**Share of near-Fermi states on the planes of a bcc Ti(110) slab**

The table holds the fraction of the states between −0.25 and 0 eV on each of five atomic planes, from plane-wave PAW density functional theory with PBEsol and no spin. The program tests three models against it: uniform density in slices with a fitted outer reach, flat-band narrowing from the second moment, and surface-bound weight on an even background. Seven other energy windows and the vacuum density of the same run serve as controls. The slice model fits the five rows best, but its reach varies from about 1 to 3 Å between windows, and flat-band narrowing gives too small an excess, with none above an even share on the contracted top plane when hopping depends on distance. The outer states per eV rise into this window while the inner ones do not, and the vacuum density per top-plane state peaks there, which points to surface-weighted states without identifying them.

Ansatz 0.2.0, PBEsol plane-wave PAW calculation without spin polarisation for a clean five-plane bcc Ti(110) slab, with a 420 eV cutoff, a 27 × 27 × 1 k mesh and 0.1 eV Gaussian smearing. Plane shares cover the states from −0.25 to 0 eV relative to the Fermi level, every state counted as full; heights are measured from the top atom.

## Numerical check

```python
# Table: share of the states from -0.25 to 0 eV on each atomic plane of a 5-layer bcc Ti(110) slab
# (Ansatz, plane-wave PAW, PBEsol, no spin). Tested: slice thickness, flat-band narrowing
# (second moment), and surface-bound weight on an even background; other windows are controls.
T = {
    'row': [1, 2, 3, 4, 5],
    'plane_share': [0.258, 0.173, 0.165, 0.154, 0.249],
    'plane_formula': ['Ti', 'Ti', 'Ti', 'Ti', 'Ti'],
    'plane_height': [-8.799, -6.478, -4.288, -2.019, 0.0],  # angstrom
}
import numpy as np
from scipy import constants as C
from scipy.optimize import minimize_scalar as ms
s = np.array(T['plane_share'], float); z = np.array(T['plane_height'], float); j = np.arange(5)
# typed from further outputs of the same run: cell, windows, states, shares, vacuum density 3 A above top
a1 = np.array([2.842, 0.0]); a2 = np.array([-0.947, 2.68]); area = a1[0]*a2[1]
win = np.array([[-2,-1],[-1,-.5],[-.5,-.25],[-.25,0],[0,.25],[.25,.5],[.5,1],[1,1.5]])
N = np.array([5.530864,3.303155,2.995885,3.355281,3.012346,2.342936,3.336077,2.318244])
w = np.array([[.1863,.2067,.1864,.2179,.2027],[.2015,.1773,.2077,.2159,.1975],[.221,.2128,.2036,.1857,.1768],
              [.2582,.1733,.1653,.1544,.2488],[.2804,.1561,.1957,.1478,.22],[.239,.1828,.2014,.1688,.208],
              [.2456,.1498,.1659,.1627,.2761],[.2963,.1563,.1514,.1366,.2595]])
c = [.001868,.0017324,.0015447,.0012535,.00056449,.00085176,.0014909,.0021443]  # cumulative from E_F
rho = np.array([c[0]-c[1],c[1]-c[2],c[2]-c[3],c[3],c[4],c[5]-c[4],c[6]-c[5],c[7]-c[6]])
phi, decay = 4.425387, 2.109092  # top work function eV, density decay 1/A, same run
rms = lambda r: float(np.sqrt(np.mean(r**2)))
h = np.diff(z); out, inn = s[[0, 4]].mean(), s[1:4].mean()
print("spacings (A):", np.round(h, 3), f"top vs bottom {100*(h[3]/h[0]-1):.1f} %")
print(f"mean share outer {out:.4f}, inner {inn:.4f}, ratio {out/inn:.2f}; rounding 0.0005")
print(f"outer excess over inner mean: {2*(out-inn):.3f} of window = {2*(out-inn)*N[3]:.2f} of {N[3]:.3f} states")
def sl(L):
    t = np.diff(np.r_[z[0]-L, (z[1:]+z[:-1])/2, z[4]+L]); return t/t.sum()
fitL = lambda y: ms(lambda L: rms(sl(L)-y), bounds=(0, 8), method='bounded').x
L0 = fitL(s); mA = sl(L0)
mu = np.zeros(5); dmin = np.full(5, 9.0)
for p in range(5):
    for k in range(5):
        for m in range(-3, 4):
            for n in range(-3, 4):
                v = (m+0.5*((p-k) % 2))*a1 + (n+0.5*((p-k) % 2))*a2
                d = np.sqrt(v@v + (z[p]-z[k])**2)
                if 0.1 < d < 3.6: mu[p] += d**-10; dmin[p] = min(dmin[p], d)
mB = mu**-0.5/np.sum(mu**-0.5)
Z = np.array([6, 8, 8, 8, 6.0]); mZ = Z**-0.5/np.sum(Z**-0.5)
def surf(q):
    X = np.c_[np.ones(5), q**j + q**(4-j)]; b = np.linalg.lstsq(X, s, rcond=None)[0]; return b, X@b
q0 = ms(lambda q: rms(surf(q)[1]-s), bounds=(-0.6, 0.6), method='bounded').x
bC, mC = surf(q0)
print("row share | slice | count 6/8 | hopping d^-5 | surface-bound | shortest contact (A)")
for i in j: print(f"{i+1} {s[i]:.3f} | {mA[i]:.3f} | {mZ[i]:.3f} | {mB[i]:.3f} | {mC[i]:.3f} | {dmin[i]:.3f}")
for nm, m in [("slice, 1 fitted", mA), ("count, 0 fitted", mZ), ("d^-5, 0 fitted", mB), ("surface-bound, 3 fitted", mC)]:
    i = np.argmax(abs(m-s)); print(f"{nm}: rms {rms(m-s):.4f}, worst row {i+1}, model-table {m[i]-s[i]:+.3f}")
print(f"slice reach L = {L0:.2f} A; implied uniform density {N[3]/area/(z[4]-z[0]+2*L0):.4f} e/A^3, at 3 A {rho[3]:.4f}")
print(f"states beyond 3 A above top: {rho[3]*area/decay:.4f} = {100*rho[3]*area/decay/N[3]:.2f} % of window")
print(f"narrowing by count: outer/inner {np.sqrt(8/6):.3f}")
print(f"surface-bound: background {bC[0]:.3f}, amplitude {bC[1]:.3f}, ratio per layer q {q0:+.3f}")
for q in (0.0, 0.1, 0.2, 0.4): print(f"  q = {q:.1f}: rms {rms(surf(q)[1]-s):.4f}")
print(f"  q = 0.1, 0.2 mean decay lengths {h.mean()/np.log(10):.2f}, {h.mean()/np.log(5):.2f} A")
dE = win[:, 1]-win[:, 0]; Ls = np.array([fitL(y) for y in w]); per = rho/(w[:, 4]*N)
print("window eV | outer sum | best L (A) | rms at fixed L | states/eV bottom, inner mean, top | vacuum per top state (1e-3/A^3)")
for i in range(8):
    D = w[i]*N[i]/dE[i]
    print(f"{win[i,0]:+.2f} {win[i,1]:+.2f} | {w[i,0]+w[i,4]:.3f} | {Ls[i]:.2f} | {rms(mA-w[i]):.3f} | {D[0]:.2f} {D[1:4].mean():.2f} {D[4]:.2f} | {1e3*per[i]:.2f}")
kap = lambda E: np.sqrt(2*C.m_e*C.e*(phi-E))/C.hbar*1e-10
E = win.mean(1)
for i, nm in ((2, "below"), (4, "above")):
    print(f"vacuum per top state, this window / window {nm}: {per[3]/per[i]:.2f}; barrier alone {np.exp(6*(kap(E[i])-kap(E[3]))):.2f}")
print(f"this window: {100*N[3]/N[:4].sum():.0f} % of states from -2 to 0 eV, {100*rho[3]/c[0]:.0f} % of their vacuum density")
assert min(s[0], s[4]) > 0.2 > s[1:4].max()
assert Ls.max() > 2*Ls.min()
assert s[4]-mB[4] > 0.03 and out/inn > np.sqrt(8/6)
assert np.argmax(per) == 3
```

Output:

```
spacings (A): [2.321 2.19  2.269 2.019] top vs bottom -13.0 %
mean share outer 0.2535, inner 0.1640, ratio 1.55; rounding 0.0005
outer excess over inner mean: 0.179 of window = 0.60 of 3.355 states
row share | slice | count 6/8 | hopping d^-5 | surface-bound | shortest contact (A)
1 0.258 | 0.259 | 0.217 | 0.240 | 0.254 | 2.842
2 0.173 | 0.168 | 0.188 | 0.195 | 0.164 | 2.737
3 0.165 | 0.166 | 0.188 | 0.192 | 0.165 | 2.737
4 0.154 | 0.159 | 0.188 | 0.175 | 0.164 | 2.602
5 0.249 | 0.248 | 0.217 | 0.198 | 0.254 | 2.602
slice, 1 fitted: rms 0.0035, worst row 2, model-table -0.005
count, 0 fitted: rms 0.0303, worst row 1, model-table -0.041
d^-5, 0 fitted: rms 0.0303, worst row 5, model-table -0.051
surface-bound, 3 fitted: rms 0.0066, worst row 4, model-table +0.010
slice reach L = 2.33 A; implied uniform density 0.0327 e/A^3, at 3 A 0.0013
states beyond 3 A above top: 0.0045 = 0.13 % of window
narrowing by count: outer/inner 1.155
surface-bound: background 0.165, amplitude 0.089, ratio per layer q -0.016
  q = 0.0: rms 0.0067
  q = 0.1: rms 0.0075
  q = 0.2: rms 0.0086
  q = 0.4: rms 0.0105
  q = 0.1, 0.2 mean decay lengths 0.96, 1.37 A
window eV | outer sum | best L (A) | rms at fixed L | states/eV bottom, inner mean, top | vacuum per top state (1e-3/A^3)
-2.00 -1.00 | 0.389 | 1.03 | 0.051 | 1.03 1.13 1.12 | 0.12
-1.00 -0.50 | 0.399 | 1.12 | 0.047 | 1.33 1.32 1.30 | 0.29
-0.50 -0.25 | 0.398 | 1.10 | 0.046 | 2.65 2.41 2.12 | 0.55
-0.25 +0.00 | 0.507 | 2.32 | 0.003 | 3.47 2.21 3.34 | 1.50
+0.00 +0.25 | 0.500 | 2.22 | 0.022 | 3.38 2.01 2.65 | 0.85
+0.25 +0.50 | 0.447 | 1.59 | 0.027 | 2.24 1.73 1.95 | 0.59
+0.50 +1.00 | 0.522 | 2.54 | 0.016 | 1.64 1.06 1.84 | 0.69
+1.00 +1.50 | 0.556 | 3.05 | 0.022 | 1.37 0.69 1.20 | 1.09
vacuum per top state, this window / window below: 2.73; barrier alone 1.19
vacuum per top state, this window / window above: 1.76; barrier alone 0.83
this window: 22 % of states from -2 to 0 eV, 67 % of their vacuum density
```
